\textbf{Student.} My data are speeds of a recrystallisation front in cold-worked Cu, each good to 10\,\%, with a stored energy $P=5$~MJ/m$^3$ known to 20\,\%. They were made for the exercise and rounded as data are.

\begin{center}
\begin{tabular}{lccccc}
$T$ (K) & 380 & 400 & 420 & 440 & 460\\
$v$ (nm/s) & 0.50 & 2.8 & 17 & 68 & 310
\end{tabular}
\end{center}

I want the parameters of Turnbull's jump model. Isn't that just an Arrhenius plot?

\textbf{Lecturer.} Nearly. Derive the model first. In Turnbull's picture of 1951 the atoms facing the boundary fill a layer of thickness $b$, so there are $b/\Omega$ per unit area, with $\Omega$ the atomic volume. They jump independently with attempt frequency $\nu$. Measure the barrier $G_m=H_m-TS_m$ from the deformed side. An atom in the new grain lies lower by $P\Omega$, so its barrier for returning is $G_m+P\Omega$. Each net transfer adds a volume $\Omega$ to the new grain, so
\begin{equation}
v=\frac{b}{\Omega}\,\Omega\,\nu\left[e^{-G_m/kT}-e^{-(G_m+P\Omega)/kT}\right]
 =b\nu e^{-G_m/kT}\left[1-e^{-x}\right],\qquad x=\frac{P\Omega}{kT}.
\label{eq:v}
\end{equation}
The bracket is $x(1-x/2+\dots)$, so for $x\ll1$ we get $v=MP$ with
\begin{equation}
M=\frac{b\nu\Omega}{kT}e^{-G_m/kT}=\frac{D_\perp\Omega}{bkT},\qquad D_\perp=b^2\nu e^{-G_m/kT}.
\label{eq:M}
\end{equation}
Here $D_\perp$ belongs to a one-dimensional walk with step $b$ and rate $\Gamma=\nu e^{-G_m/kT}$ in each direction, for which $\langle z^2\rangle=2\Gamma t\,b^2=2D_\perp t$.

\textbf{Student.} That has $b$, $\nu$, $\Omega$, $H_m$ and $S_m$. Five unknowns, five points. Let me fit them all.

\textbf{Lecturer.} You can't. For small $x$ the logarithm of \eqref{eq:v} is a constant, minus $H_m/kT$, minus $\ln T$. The constant holds $b\nu\Omega P e^{S_m/k}$ as one product, so the data fix two numbers and the other factors come from outside. Take the typical lattice parameter $a\approx0.3615$~nm. Then $\Omega=a^3/4=1.181\times10^{-29}$~m$^3$, and I set $b$ to the neighbour distance $a/\sqrt2=0.2556$~nm. For $\nu$ use $k\Theta_D/h$ with the compiled Debye temperature 343~K (Wikipedia), which gives $7.15\times10^{12}$~s$^{-1}$. So $b\nu=1827$~m/s and $x=4.277\ \mathrm{K}/T$. With $\beta=1/kT$, invert each point:
\begin{equation}
y\equiv\ln\frac{v}{b\nu(1-e^{-x})}=-\beta G_m=\frac{S_m}{k}-\beta H_m .
\label{eq:y}
\end{equation}

\begin{center}
\begin{tabular}{lccccc}
$T$ (K) & 380 & 400 & 420 & 440 & 460\\
$x$ ($10^{-2}$) & 1.13 & 1.07 & 1.02 & 0.97 & 0.93\\
$\beta$ (eV$^{-1}$) & 30.54 & 29.01 & 27.63 & 26.37 & 25.23\\
$y$ & $-24.43$ & $-22.66$ & $-20.81$ & $-19.38$ & $-17.81$\\
$G_m$ (eV) & 0.800 & 0.781 & 0.753 & 0.735 & 0.706
\end{tabular}
\end{center}

\textbf{Student.} $G_m$ falls on heating, so $S_m>0$. I take $H_m$ and $S_m$ constant over the range. A relative error of 10\,\% in $v$ is $\sigma=0.10$ in $y$, the same for all $N=5$ points. With unrounded entries, $\bar\beta=27.76$~eV$^{-1}$, $\bar y=-21.02$, $S_{\beta\beta}=\sum(\beta_i-\bar\beta)^2=17.64$~eV$^{-2}$ and $S_{\beta y}=\sum(\beta_i-\bar\beta)(y_i-\bar y)=-21.96$~eV$^{-1}$. Least squares gives
\begin{equation}
H_m=-\frac{S_{\beta y}}{S_{\beta\beta}},\quad \frac{S_m}{k}=\bar y+\bar\beta H_m,\quad
\sigma_H=\frac{\sigma}{\sqrt{S_{\beta\beta}}},\quad
\sigma_{S/k}=\sigma\sqrt{\frac1N+\frac{\bar\beta^2}{S_{\beta\beta}}},
\end{equation}
\begin{equation}
H_m=1.245\pm0.024\ \mathrm{eV}=120\pm2\ \mathrm{kJ/mol},\qquad S_m/k=13.5\pm0.7,
\end{equation}
with $\chi^2=2.1$ for three degrees of freedom. But my plain plot of $\ln v$ gave 1.21~eV. Which is wrong?

\textbf{Lecturer.} Neither sum is wrong, but they are different quantities. Since $v\propto\beta e^{-\beta H_m}$ for small $x$, the plain slope is $-d\ln v/d\beta=H_m-kT$. The centre of your data is $T^*=1/k\bar\beta=418$~K, where $kT^*=0.036$~eV. That is 1.5 times $\sigma_H$, so the $1/T$ in \eqref{eq:M} has to be kept.

\textbf{Student.} Is the answer unique?

\textbf{Lecturer.} Once $b$, $\nu$, $\Omega$ and $P$ are fixed, yes. Equation \eqref{eq:y} is linear in the two unknowns, and $\chi^2$ is a quadratic form with a single minimum whenever $S_{\beta\beta}>0$. The valley is long, though. The covariance of $H_m$ and $S_m/k$ is $\sigma^2\bar\beta/S_{\beta\beta}$, a correlation of 0.998, because the intercept at $\beta=0$ lies far outside the data. The well-fixed combination is $\bar y$, which is uncorrelated with the slope:
\begin{equation}
G_m(T^*)=-\frac{\bar y}{\bar\beta}=0.757\ \mathrm{eV},\qquad \sigma_G=\frac{\sigma}{\bar\beta\sqrt N}=0.0016\ \mathrm{eV}.
\end{equation}
With $e^{-G_m/kT^*}=e^{\bar y}$, equation \eqref{eq:M} gives $M=2.8\times10^{-15}$~m$^4$\,J$^{-1}$s$^{-1}$ and $D_\perp=3.5\times10^{-16}$~m$^2$/s at $T^*$, each with a statistical error $\sigma/\sqrt N=4.5$\,\%.

\textbf{Student.} I don't believe 0.0016~eV. You guessed $\nu$.

\textbf{Lecturer.} Rightly doubted. That bar is scatter only. A common factor $f$ on $b$, $\nu$, $\Omega$ or $P$ moves every $y$ by $-\ln f$, to within terms of order $x$. The slope $H_m$ stays, $S_m/k$ moves by $-\ln f$ and $G_m$ by $kT\ln f$. To first order the 20\,\% in $P$ costs 0.2 in $S_m/k$ and 0.007~eV in $G_m$. A factor of 3 in $\nu$ costs 1.1 and 0.04~eV. Taking the (111) spacing $a/\sqrt3$ for $b$ raises $S_m/k$ by 0.20. By contrast $M\simeq v/P$ needs neither $b$ nor $\nu$ and inherits the 20\,\%, and $D_\perp=MbkT/\Omega$ needs no $\nu$. Smaller items hide inside the 20\,\%. The capillary back pressure $2\gamma/r$, for a typical $\gamma\approx0.6$~J/m$^2$ and an assumed grain radius $r=10\ \mu$m, is 0.12~MJ/m$^3$. Expansion, with the compiled $16.5\times10^{-6}$~K$^{-1}$ (Kaye and Laby Online), changes $\Omega$ by 0.6\,\% between 293~K and $T^*$. If the true temperatures all lie 1~K above the readings, $H_m$ rises by about $2H_m\,\delta T/T^*=0.006$~eV and $G_m$ by 0.002~eV. Recovery is more dangerous: if it drains $P$ more in the hot runs, the true $y$ there is larger and the fit underestimates $H_m$.

\textbf{Student.} Then vary $P$ and get $\Omega$ from the curvature of $1-e^{-x}$.

\textbf{Lecturer.} At $T^*$ the curvature term $x/2$ is 0.5\,\%. To reach your 10\,\% scatter you need $P=0.2\,kT^*/\Omega=98$~MJ/m$^3$. Even then that term rests on an assumption. Equation \eqref{eq:v} keeps the forward barrier independent of $P$. If the driving force instead lowers the forward barrier and raises the backward one by $P\Omega/2$ each, the bracket becomes $2\sinh(x/2)=e^{x/2}(1-e^{-x})$, which has no $x/2$ correction. At one $P$ the two forms differ by a barrier shift of 0.18~meV.

\textbf{Student.} So the fit is good and the model is confirmed.

\textbf{Lecturer.} A good $\chi^2$ shows a straight line. Now read the intercept. The convention-free form is the effective frequency $\nu e^{S_m/k}=5\times10^{18}$~s$^{-1}$, within a statistical factor of 1.9. For a yardstick use the Maxwell relation $(\partial S/\partial V)_T=(\partial p/\partial T)_V=\alpha_VB$. The compiled room-temperature constants $C_{11}=168.3$ and $C_{12}=121.2$~GPa (Blaschke) give $B=(C_{11}+2C_{12})/3=136.9$~GPa, and $\alpha_V$ is three times the linear coefficient, $4.95\times10^{-5}$~K$^{-1}$. Dilating the crystal by one atomic volume then yields
\begin{equation}
\frac{\alpha_VB\,\Omega}{k}=5.8 .
\end{equation}
Your 13.5 would need 2.3 atomic volumes at the saddle point of one hopping atom. Turn it round: impose $S_m/k=5.8$ and keep $G_m(T^*)$. Then $H_m=G_m+5.8\,kT^*=0.97$~eV, twelve standard errors below the slope.

\textbf{Student.} That yardstick uses bulk coefficients for a boundary and ignores mode softening at constant volume. And perhaps only some sites can jump.

\textbf{Lecturer.} The first objection stands, so treat it as a strong hint and no proof. The second makes things worse: an active fraction $f<1$ raises $S_m/k$ by $\ln(1/f)$. The usual reading is that $H_m$ and $S_m$ are apparent values. Cooperative moves of several atoms, or solute drag that weakens on heating, steepen the slope and inflate the intercept together, and five points at one $P$ can't separate those causes. The data were chosen to reproduce speeds and a temperature dependence typical of pure rolled copper, so the size of $H_m$ tests nothing, and these numbers are the model's.

\textbf{Student.} May I carry the fit over to electroplated Cu wiring, which coarsens at room temperature?

\textbf{Lecturer.} Try it. Grains of diameter $d$, treated as spheres with shared surfaces, hold a boundary area $3/d$ per volume. For an assumed $d=0.1\ \mu$m, $P=3\gamma/d=18$~MJ/m$^3$. At 300~K, $x=0.051$, $\beta=38.68$~eV$^{-1}$ and the fitted line gives $y=-34.6$, with error $\sigma[1/N+(\beta-\bar\beta)^2/S_{\beta\beta}]^{1/2}=0.26$. Equation \eqref{eq:v} then gives $8\times10^{-14}$~m/s, or 7~nm per day, as the model's value. Such films typically reach micrometre grains within hours to days, so the model is slow by roughly two orders of magnitude, far outside 0.26 in the logarithm. Apparent parameters belong to the boundaries, the impurities and the temperature range they were fitted on.